The table follows one crystal, cubic hafnium dioxide, as electrons or holes are put into its bands and the temperature is raised. Three rows at 300 K carry most of the argument: the lightly doped electron row (doping −1), its hole partner (doping 1) and the heavily doped electron row (doping −1000). Doping is counted in units of 10¹⁸ carriers per cm³.

Cubic HfO₂ (fluorite structure, a = 5.098 Å), computed with Ansatz 0.2.0: PBE, scalar-relativistic PAW, plane-wave cutoff 420 eV, 8×8×8 k mesh. Transport uses rigid, interpolated bands and a constant relaxation time τ; doping is positive for holes, negative for electrons. The conductivity mass is ne²τ/σ, with n the carrier density and σ the conductivity.

| temperature (K) | doping (1e18 cm^-3) | Seebeck xx (microV/K) | conductivity mass 1 (m_e) |
| --- | --- | --- | --- |
| 300 | -1 | -579 | 0.901 |
| 300 | -10 | -382 | 0.902 |
| 300 | -100 | -196 | 0.915 |
| 300 | -1000 | -75 | 1.01 |
| 300 | 1 | 631 | 0.747 |
| 300 | 10 | 433 | 0.747 |
| 300 | 100 | 241 | 0.750 |
| 300 | 1000 | 87.3 | 0.776 |
| 600 | -1 | -689 | 0.974 |
| 600 | -10 | -491 | 0.975 |
| 600 | -100 | -298 | 0.985 |
| 600 | -1000 | -135 | 1.07 |
| 600 | 1 | 725 | 0.773 |
| 600 | 10 | 527 | 0.773 |
| 600 | 100 | 331 | 0.775 |
| 600 | 1000 | 151 | 0.796 |
| 900 | -1 | -756 | 1.08 |
| 900 | -10 | -558 | 1.08 |
| 900 | -100 | -362 | 1.09 |
| 900 | -1000 | -184 | 1.18 |
| 900 | 1 | 778 | 0.800 |
| 900 | 10 | 580 | 0.800 |
| 900 | 100 | 383 | 0.802 |
| 900 | 1000 | 194 | 0.820 |

Why is the Seebeck coefficient negative for electrons and positive for holes, and what does its size measure? Carriers diffuse from the hot end of a sample to the cold end and charge it until a voltage stops them, so the sign of the voltage is the sign of the carriers. The size tells how much energy each carrier brings along, counted from the chemical potential, the energy at which a state would be half filled. Written out, |S| = (mean energy of the current − chemical potential)/(eT), where S is the Seebeck coefficient, e the elementary charge and T the temperature. For holes the energies are counted downwards.

In a lightly doped insulator the chemical potential lies in the gap, well away from the band. The energy then has two parts: the distance d from the chemical potential to the band edge, and the energy that the moving carriers have inside the band. The second part follows from a short argument. In a parabolic band with a constant relaxation time, the contribution of carriers to the conductivity grows with their energy E as E^(3/2), and averaging E with this weight over a thermal distribution gives 5/2 kT, where k is Boltzmann's constant.

The lightly doped electron row shows how well this works. The same calculation puts its chemical potential 0.109 eV below the conduction band, which is 4.2 kT. With k/e = 86 µV/K the estimate is

|S| ≈ (2.5 + 4.2) × 86 µV/K ≈ 576 µV/K,

against 579 in the table. The distance was taken from the calculation, so the agreement tests only the 5/2. It is also closer than the estimate deserves, because the band edge itself is known only to a millielectronvolt or two, and each of these shifts the result by about 3 µV/K. In this row, then, most of the Seebeck coefficient comes from the distance to the band and not from the motion within it; at ten times the doping the distance is already the smaller part.

What does ten times more doping do? As long as carriers are few, their number is n = N exp(−d/kT), where N is the effective number of band states within thermal reach. Solving for d and inserting it gives the logarithmic law, known as the Pisarenko relation:

|S| = (k/e) [5/2 + ln(N/n)].

Every tenfold increase of n should therefore cost (k/e) ln 10 = 198 µV/K, whatever the material, and every doubling about 60. From doping −1 to −10 at 300 K the table loses 197, and the same first step costs 197 or 198 for both carriers at all three temperatures. The next steps cost less, most clearly for electrons at 300 K, because the chemical potential is then reaching the band.

Which carriers have the larger Seebeck coefficient? Holes do, in every pair of rows with equal temperature and doping, and in the lightly doped pair they lead by 52 µV/K. This may look odd beside the last column, where holes are the lighter carriers: 0.747 against 0.901 electron masses. In a single valley with the same mass in all directions, heavier carriers would mean a larger Seebeck coefficient at equal light doping, and here that link fails.

The way out is that the two columns measure different things. The conductivity mass is defined by how readily the carriers respond to a field, whereas the Seebeck coefficient depends on how many states they can spread over. From the chemical potentials of the two rows, the valence band offers about 1.8 times as many states within thermal reach as the conduction band. The same number of holes therefore fills it more thinly, and the chemical potential stays farther from the edge. In the logarithmic law a factor of 1.8 is worth about 50 µV/K, which is nearly the whole lead. Since the factor is read from the chemical potentials, this match shows only that both carriers bring about the same energy within the band, and the uncertain band edges leave the factor open by about a tenth.

A band can hold many states and still have a small conductivity mass. Several valleys or overlapping bands add states without making any carrier slower, and a valley stretched along one direction conducts mainly through its light directions. On the k mesh both band edges lie at the X point, which occurs three times in the zone. If the exact edges lie there too, this multiplicity is common to the two carriers and doesn't explain the difference. Three round valleys with the conductivity mass are expected to give about the number of states found for the electrons, but less than half of that found for the holes, so it is the holes that carry the extra states. Whether stretched valleys or overlapping bands supply them can't be decided from these results. The rule itself carries over to a neighbouring case: at equal light doping, a band with twice the states gains about 60 µV/K, whether or not its carriers are heavy.

What does heating do? At fixed light doping, higher temperature brings more of the band within reach, so N grows and the carriers are spread more thinly. For a parabolic band N grows as T^(3/2), and tripling the temperature should add 1.5 × (k/e) × ln 3 = 142 µV/K. The lightly doped holes gain 147 between 300 and 900 K, close to this value. The electrons gain 177, which is too much for a parabolic band.

The masses point the same way. In a single parabolic band with constant relaxation time, the conductivity mass would depend on neither temperature nor doping. Over the same heating it rises by 7 % for the lightly doped holes but by 20 % for the electrons. The lattice and the bands were held fixed in all rows, so neither thermal expansion nor lattice vibrations can be the reason. Hotter carriers simply reach higher into the band, and there the conduction band is heavier and richer in states than its bottom suggests.

This departure from the parabola is called non-parabolicity when a single band flattens with energy. Additional heavier bands that begin a little higher would also raise the mass, but the two pictures differ in detail. A single round valley that flattens is expected to pull the mean energy of the current slightly below 5/2 kT and to raise the mass faster than N. The electrons do the opposite: at 900 K their current carries about 2.6 kT, and N exceeds its parabolic growth by 34 %, against 20 % for the mass. This points to further states opening a little above the band bottom, although the bands themselves weren't inspected. Adding carriers at 300 K has a similar effect to heating: the electron mass reaches 1.01 at the heaviest doping, since filling a band also moves the active carriers upwards. For electrons, then, one effective mass is a description of one temperature and one doping range.

Where does the simple law break down? It does so in the heavily doped electron row. Anchored at the lightly doped electron row, it predicts a size of −16 µV/K, which is impossible for a size, while the table has 75. Here the chemical potential is no longer in the gap but 0.159 eV inside the conduction band, about six times kT.

This is the opposite limit, that of a metal. States well below the chemical potential are full and can't take part, so only a thermal window around it conducts. Electrons just above and just below it contribute with opposite signs and nearly cancel. What survives is due to the slightly better conduction of those above, and for a parabolic band the Mott formula gives it as

|S| ≈ (π²/2) (k/e) (kT/E_F),

where E_F is the depth of the chemical potential in the band. With the computed depths it yields 69 µV/K for the electrons and 93 for the holes, where the table has 75 and 87. That is fair for a formula that keeps only the leading term and assumes a parabolic band, from which the conduction band clearly departs.

The two limits also respond differently to heat. In the dilute limit temperature enters through a logarithm, and the lightly doped electron row gains a little less than a third on going from 300 to 900 K. In the metallic limit |S| is proportional to temperature, and the heavily doped electron row more than doubles, from 75 to 184. It doesn't triple, because at 900 K the chemical potential lies only a little more than kT inside the band and the metallic limit no longer holds.

Does a large Seebeck coefficient make the better thermoelectric? The electrical output is governed by S² times the conductivity, and at equal relaxation time this goes as S²n/m, with m the conductivity mass. Between the lightly and the heavily doped electron rows S² falls by a factor of about 60, but n rises by a thousand, so the product still grows about fifteenfold. It grows with every doping step in the table, for both carriers and at all three temperatures. Yet the best doping needn't lie at or beyond the last row, since a maximum can hide within a tenfold step. In the metallic limit of a parabolic band |S| falls as n^(−2/3), so S²n falls as n^(−1/3). At 300 K the heaviest doping is already close to this limit, and the maximum is expected between the last two rows. At 900 K, where the chemical potential lies only about kT inside the band, it is expected beyond them.

The rising product isn't yet a recipe. The heaviest doping means one carrier for about thirty formula units, and so many dopants would scatter the carriers and disturb the bands, while the calculation keeps both the relaxation time and the bands unchanged. Carriers in an oxide may also be trapped by the distortion that they cause around themselves, which is left out as well. Moreover, real undoped HfO₂ is monoclinic at these temperatures, so the numbers describe a cubic model crystal.

What would change with other settings, and which digits can be trusted? A different but still constant relaxation time would leave the Seebeck column untouched, since it cancels. If the relaxation time fell with energy as E^(−1/2), as theory gives for simple scattering by acoustic vibrations, the mean energy would drop from 5/2 to 2 kT, and every lightly doped row would lose about 43 µV/K. A wider gap, which a better functional than PBE would probably give, would hardly matter if the bands kept their shape, because carriers of the opposite sign are negligible in all rows.

These estimates rank the results by reliability. The step of 198 µV/K for tenfold light doping is the safest, as it depends on neither the band shape nor the scattering law, provided that doping leaves both unchanged. The lead of the holes is less safe: it is little more than 50 µV/K at best, so if holes alone followed the other scattering law, the lead at light doping would nearly vanish at 300 K and turn into a deficit at 600 and 900 K. The stronger growth of the electron mass, 20 % against 7 %, is probably a property of the bands, but these were interpolated from a single k mesh, and no finer one is at hand to confirm it. For the same reason the third decimal of a mass such as 0.901 shouldn't be trusted.
